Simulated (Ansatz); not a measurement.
# A ladder of methods for CH5Si (SMILES [CH2][SiH3])

CH5Si: 7 atoms, total charge 0, spin state doublet. SMILES: `[CH2][SiH3]`. Geometry: relaxed at PBE0-D4/def2-TZVP.

```xyz
7

C    -0.1726   -1.1030    0.0474
Si    0.1323    0.7098   -0.0290
H    -1.1390   -1.5222    0.3085
H     0.5883   -1.8348   -0.2038
H    -0.1912    1.2566   -1.3791
H    -0.7197    1.4201    0.9618
H     1.5631    1.0056    0.2485
```

Quantity: the energy change with the C1–Si2 bond stretched from 1.840 to 3.680 Å, in eV. The values are calculated.

```
           level                    kind  program  value (eV)  less FCI/STO-3G  CPU time (all runs)
      UHF/STO-3G            Hartree–Fock   Ansatz        4.22            -0.55               0.33 s
    UBLYP/STO-3G                     GGA   Ansatz        5.45            +0.68                6.2 s
U-r2SCAN0/STO-3G         hybrid meta-GGA   Ansatz        5.30            +0.53                 16 s
   UB3LYP/STO-3G           global hybrid   Ansatz        5.48            +0.71                  6 s
  U-wB97X/STO-3G  range-separated hybrid   Ansatz        5.56            +0.79                 34 s
  UB2PLYP/STO-3G           double hybrid   Ansatz        5.27            +0.50                8.2 s
  RPA@PBE/STO-3G                     RPA   Ansatz        5.03            +0.26                7.9 s
 UBCCD(T)/STO-3G   coupled cluster or CI   Ansatz        4.79            +0.02               0.75 s
      FCI/STO-3G      exact in the basis   Ansatz        4.77             0.00                 62 s
```

FCI/STO-3G is exact within its basis and frozen core, so for wave-function methods in that basis the difference is their error; functionals converge differently with the basis, so for them it is only a difference. The first shape isn't each level's own minimum. The values span 4.22 to 5.56 eV. Spin contamination of the reference (⟨S²⟩ at least 0.1 too high) touches UHF/STO-3G, UBLYP/STO-3G, U-r2SCAN0/STO-3G, UB3LYP/STO-3G, U-wB97X/STO-3G, UB2PLYP/STO-3G, RPA@PBE/STO-3G, UBCCD(T)/STO-3G. All rows use very small basis sets, so none should be taken for the real molecule's value. Times are those of the runs behind each value, whatever else they computed, on shared processors of several kinds: orders of magnitude only.

Stretching the C–Si bond costs 4.77 eV in the exact treatment, and UHF recovers only 4.22 eV of it. The main reason is the correlation of the bonding electron pair, which stabilises the intact bond more than the separated electrons; omitting it makes the bond too easy to stretch. UBCCD(T) restores nearly all of this contribution, with a deviation of only 0.02 eV.

The stretched structure probably approaches triplet methylene and a silyl radical, coupled to an overall doublet. Three open-shell electrons coupled in this way need more than one determinant, yet the weak coupling between distant fragments can leave the energy accurate even when the reference is not a pure spin state.

All the density functionals lie above FCI, but exact exchange alone doesn't order them: UBLYP and UB3LYP nearly coincide, while U-r2SCAN0 lies lower and U-wB97X higher. Two geometries establish neither the shape of the curve between them nor the dissociation limit.
